Q: I have a set of small sulfur heterocycles and want to know which isomer of each pair is lower in energy. Hartree–Fock, MP2 and r2SCAN often tell me much the same thing. Can I take their agreement as a sign that they are right?

A: No, and the pairs below show why.

Pairs of isomeric sulfur heterocycles as isolated, neutral singlet molecules, calculated with Ansatz 0.2.0 and xtb 6.7.1 and relaxed with r2SCAN-D4/def2-SVP. The highest level is CCSD(T)/def2-SVP + MP2/def2-TZVPP − MP2/def2-SVP. Differences are second isomer less first, in electronic energy except for the free energy, which is at the highest level and 298.15 K.

```
       system  thermal terms from                                                                            first isomer                                                                           second isomer  at hartree fock (kcal/mol)  at mp2 (kcal/mol)  at relaxing level (kcal/mol)  at highest level (kcal/mol)  free energy difference (kcal/mol)
C3H3FN2S #a97            GFN2-xTB          C(1) CH(2) C(3) F(4) NH2(5) N(6) S(7); links 1-2, 3-4, 1-5, 2-6, 3-6, 1-7, 3-7           CH3(1) C(2) C(3) F(4) N(5) N(6) S(7); links 1-2, 3-4, 2-5, 3-5, 3-6, 2-7, 6-7                     -10.120             -9.260                        -8.470                      -12.550                            -12.170
 C4HFN2S #b52            GFN2-xTB  C(1) C(2) CH(3) C(4) F(5) N(6) N(7) S(8); links 1-2, 2-3, 4-5, 1-6, 3-7, 4-7, 2-8, 4-8  C(1) C(2) CH(3) C(4) F(5) N(6) N(7) S(8); links 1-2, 2-3, 2-4, 4-5, 1-6, 4-7, 3-8, 7-8                       2.930              2.510                         3.250                       -1.060                             -1.080
 C4HFN2S #3b0            GFN2-xTB  C(1) C(2) CH(3) C(4) F(5) N(6) N(7) S(8); links 1-2, 2-3, 4-5, 1-6, 3-7, 4-7, 2-8, 4-8  C(1) C(2) CH(3) C(4) F(5) N(6) N(7) S(8); links 1-2, 2-4, 4-5, 1-6, 3-7, 4-7, 2-8, 3-8                      -0.680             -1.260                        -1.170                       -0.700                             -0.750
 C4HFN2S #4ae            GFN2-xTB  C(1) C(2) CH(3) C(4) F(5) N(6) N(7) S(8); links 1-2, 2-4, 4-5, 1-6, 3-7, 4-7, 2-8, 3-8  C(1) C(2) CH(3) C(4) F(5) N(6) N(7) S(8); links 1-2, 2-3, 2-4, 4-5, 1-6, 4-7, 3-8, 7-8                       3.620              3.770                         4.420                       -0.360                             -0.330
C3H3FN2S #cb4            GFN2-xTB           CH3(1) C(2) C(3) F(4) N(5) N(6) S(7); links 1-2, 3-4, 2-5, 2-6, 3-6, 3-7, 5-7          C(1) CH(2) C(3) F(4) NH2(5) N(6) S(7); links 1-2, 2-3, 3-4, 1-5, 3-6, 1-7, 6-7                       2.350              5.440                         2.480                        4.270                              4.620
C3H3FN2S #361            GFN2-xTB           CH3(1) C(2) C(3) F(4) N(5) N(6) S(7); links 1-2, 3-4, 2-5, 2-6, 3-6, 3-7, 5-7          C(1) CH(2) C(3) F(4) NH2(5) N(6) S(7); links 1-2, 1-3, 3-4, 1-5, 3-6, 2-7, 6-7                       7.320              6.230                         5.220                        5.410                              5.870
 C3H2FNS #5fe  r2SCAN-D4/def2-SVP                     C(1) CH(2) CH(3) F(4) N(5) S(6); links 1-2, 2-3, 1-4, 1-5, 3-6, 5-6                     C(1) CH(2) CH(3) F(4) N(5) S(6); links 1-2, 2-3, 1-4, 3-5, 1-6, 5-6                      10.230              8.780                         8.370                        8.770                              8.700
C3H3FN2S #7ef            GFN2-xTB           CH3(1) C(2) C(3) F(4) N(5) N(6) S(7); links 1-2, 3-4, 2-5, 2-6, 3-6, 3-7, 5-7          C(1) CH(2) C(3) F(4) NH2(5) N(6) S(7); links 1-2, 3-4, 1-5, 2-6, 3-6, 1-7, 3-7                       5.650              5.670                         4.730                        9.010                              9.260
```

Each energy is that of the second isomer less the first, so a negative value means that the second is lower. Look at #b52, which turns a cyanothiazole into a cyanoisothiazole. The three lower levels put the second isomer 2.5 to 3.3 kcal/mol above the first, and the highest level puts it 1.1 below. Three methods that treat the electrons quite differently agree with one another there and disagree with the best calculation.

Q: Is that a general failure, or does it strike certain pairs?

A: It strikes certain pairs, and you can pick them out from the bond lists without looking at an energy. Sulfur has two neighbours in each of these rings. In a thiazole both are carbon; in an isothiazole or a 1,2,4-thiadiazole one is carbon and the other nitrogen. Four rows, #a97, #b52, #4ae and #7ef, cross from one kind of ring to the other, and in the other four sulfur keeps its kinds of neighbour.

In the crossing rows the highest level moves the balance towards the ring with the S–N bond, by 2.4 to 4.8 kcal/mol depending on the row and on the lower level you start from. In the rows without a crossing no lower level is off by as much as 2 kcal/mol. Row #7ef runs the other way, from a thiadiazole to a thiazole, and its correction has the opposite sign, as it should if the error belongs to the kind of ring. It isn't wholly separate evidence, since its thiazole is also the first isomer of #a97.

Q: Why should three such different methods make the same mistake about an S–N bond?

A: Because they probably share something that comes before the treatment of the electrons, namely the basis set. A basis set is the supply of functions from which the orbitals are built. If it is too stiff, every method that uses it works with orbitals of the wrong shape. Better correlation doesn't cure that.

What matters for a pair of isomers is not how large the basis error is but whether it is equal on both sides. Much of it belongs to inner shells and to bonds that both isomers have, and cancels. What survives comes from places where one isomer needs flexible functions more than the other does.

Q: And an S–N bond needs them more than an S–C bond?

A: That is what standard bonding arguments lead you to expect. Carbon and sulfur have nearly the same electronegativity, so the charge in an S–C bond is shared rather evenly. Nitrogen is much more electronegative and draws charge away from sulfur. The density left on sulfur is pulled inwards and distorted towards the bond, which s and p functions centred on the atom describe poorly.

The lone pairs add to the demand. A ring nitrogen bonded to sulfur has a lone pair in the ring plane, and sulfur has one there too, right next to it. The two repel each other, and the molecule lowers its energy by letting both densities bend away. Mixing s with p functions allows some of that bending, and functions of d and higher type allow more. They don't mean that sulfur forms extra bonds with d orbitals; they let the existing s and p density move off centre.

A small basis has few such functions. On this account it leaves the S–N ring further above its proper energy than the thiazole, and the S–N ring looks less stable than it is. The highest level includes a step to a larger basis, which should give back part of what was withheld.

Q: Couldn't the cause simply be correlation that MP2 and r2SCAN describe badly? The highest level uses coupled cluster, after all.

A: It could contribute, and the table doesn't separate the two improvements. But the numbers make it a less natural main cause. Going from Hartree–Fock to MP2 brings in the leading part of correlation, and on the four crossing rows this changes the energy difference by less than 0.9 kcal/mol. What then remains between MP2 and the highest level is 3.3 to 4.1 kcal/mol. The finer part of correlation would have to matter several times more than the leading part, which can happen if contributions cancel but isn't the usual order of things.

This reasoning assumes that the Hartree–Fock and MP2 columns use the same small basis as r2SCAN, the level at which the structures were relaxed. If the MP2 column already used the larger basis, its gap to the highest level would be a correlation effect, and its likeness to the r2SCAN gap would be an accident. The direct test is to repeat one method in both basis sets on one crossing pair.

Q: Is there anything that speaks against the basis explanation?

A: There is a result that declines to support it. Hartree–Fock calculations on nearly the same structures in a minimal basis, which has no d functions at all, give 13.4 kcal/mol for #7ef and 6.0 for #b52. The table's Hartree–Fock values are 5.7 and 2.9. The better basis thus favours the S–N ring in #b52 but the thiazole in #7ef.

So it isn't a law that every improvement of a basis helps the S–N ring. A minimal basis is poor for all the bonds at once, and in #7ef a methyl group also becomes an amino group, so other errors can easily take over. I would call the basis the likeliest cause of the common shift, not a proven one.

Q: You mention the amino group. Perhaps that is what the lower levels get wrong in #7ef and #a97, and sulfur is innocent.

A: You can test that by combining rows. Rows #cb4, #361 and #7ef start from the same thiadiazole, so subtracting them compares their end products directly. Take the aminothiazole that ends #7ef and compare it with the average of the two aminoisothiazoles that end the other two. Now there is an amino group on both sides, and only the ring differs in kind.

The shift doesn't go away. The highest level still favours the S–N rings, by 4.3 kcal/mol more than MP2 does and by 3.3 more than r2SCAN does. The cyano compounds, which have no amino group, show a shift of the same size. What the crossing pairs have in common is the exchange of a carbon neighbour of sulfur for a nitrogen. Since an S–N bond is gained only where an S–C bond is lost, the shift describes that exchange and not the strength of one bond.

Q: Can I turn this into a correction that I could apply by hand?

A: A rough one. Let n be the number of S–N bonds that the second isomer has more than the first, which here is +1, 0 or −1. If the error belongs to sulfur's surroundings, it should add up bond by bond and vanish when n is zero:

highest level ≈ lower level + k · n

For MP2, a least-squares fit gives k = −3.4 ± 0.4 kcal/mol. It uses seven rows; #4ae is left out because it equals #b52 less #3b0 and brings no new information. The same procedure gives −3.3 for Hartree–Fock and −4.2 for r2SCAN.

Take #4ae as the example. MP2 gives 3.77 kcal/mol and n is +1, so the estimate is 3.77 − 3.4 ≈ 0.4. The highest level gives −0.36. The correction removes most of the error and still lands on the wrong side of zero. Nor is this an independent test, since both rows from which #4ae follows were in the fit.

Q: Then which of the cheaper levels follows the highest one best?

A: As they stand, none stands out. Over the seven independent rows the typical (root-mean-square) deviation from the highest level is 2.3 kcal/mol for MP2, 2.5 for Hartree–Fock and 2.9 for r2SCAN. It looks as if correlation bought you almost nothing.

Once each level has its own S–N constant, the picture changes. The deviations fall to 0.6 for MP2 and 0.7 for r2SCAN, but only to 1.2 for Hartree–Fock. The common shift had hidden the benefit of correlation. With one constant fitted to so few rows, the small gap between MP2 and r2SCAN shouldn't decide your choice.

Q: Where does correlation show itself, if not in the S–N bond?

A: In the place of the amino group, and that is why #cb4 and #361 look irregular. Their end products are both aminofluoroisothiazoles, one with the amino group on carbon 5, next to sulfur, and the other with it on carbon 4. Hartree–Fock puts the 4-amino isomer 5.0 kcal/mol above the 5-amino isomer. MP2 reduces this to 0.8, and the highest level gives 1.1.

Sulfur has the same two kinds of neighbour in both, so the S–N correction drops out and can't repair Hartree–Fock here. Conjugation may explain why the 5-amino isomer is the lower one at every level. From carbon 5 the amino lone pair can pass charge along the C=C bond to the ring's C=N group, whereas from carbon 4 that path is closed. That doesn't explain why correlation narrows the gap, though, and the table leaves this open.

Q: Are there pairs for which I needn't worry about the level?

A: Those in which sulfur's surroundings stay the same and no amino group changes place are the safest. In #3b0 one thiazole becomes another, and the four levels lie within 0.6 kcal/mol of one another. In #5fe fluorine moves from carbon 3 to carbon 5 of an isothiazole. Hartree–Fock overshoots there by 1.5 kcal/mol, but the gap is close to 9, so the order isn't in doubt.

You can also build such a comparison from two bad ones. Going through #7ef and then #a97 leads from one thiadiazole to another by way of a thiazole, with the net effect that methyl and fluorine change places. For MP2 the sum is 5.67 − 9.26 = −3.59 kcal/mol, and for the highest level 9.01 − 12.55 = −3.54. Each step is wrong by more than 3 kcal/mol at MP2, yet the sum is nearly right. The thiazole drops out of it, and what remains compares two thiadiazoles in which sulfur has the same kinds of neighbour.

Q: So for #b52 and #4ae, which isomer would I find in the flask?

A: That depends on how the compound was made, since these rings don't readily turn into one another. The calculation speaks only of which isomer is lower in energy, and here it can't settle even that. At the highest level the two isomers of each pair lie within about 1 kcal/mol of each other, and that level has a basis error of its own. Thermal terms hardly change these two differences. What you can conclude is that the clear preference for the thiazole at the lower levels is not to be trusted.

For the C3H3FN2S pairs the thermal terms are small too, at most about 0.5 kcal/mol. One structure in those rows, the second isomer of #a97, is left with an imaginary vibration, at 32i cm⁻¹. So soft a mode may be no more than the methyl group turning. It makes the free energy of that row less certain, but with a gap of about 12 kcal/mol the order isn't in doubt. The other structures in these rows have no imaginary vibration. The frequency runs used GFN2-xTB, though, and relaxed each structure again first, so they don't prove that the r2SCAN structures are true minima. I would check those with r2SCAN frequencies before relying on the small thermal terms.

For a new pair of similar rings, look at sulfur first. If one isomer has an S–N bond where the other has S–C, expect a small-basis calculation to place the S–N isomer some 3 to 4 kcal/mol too high. If the calculation puts the S–N isomer higher by no more than that, the true order may be the reverse. If it already puts the S–N isomer lower, the correction only widens the gap.
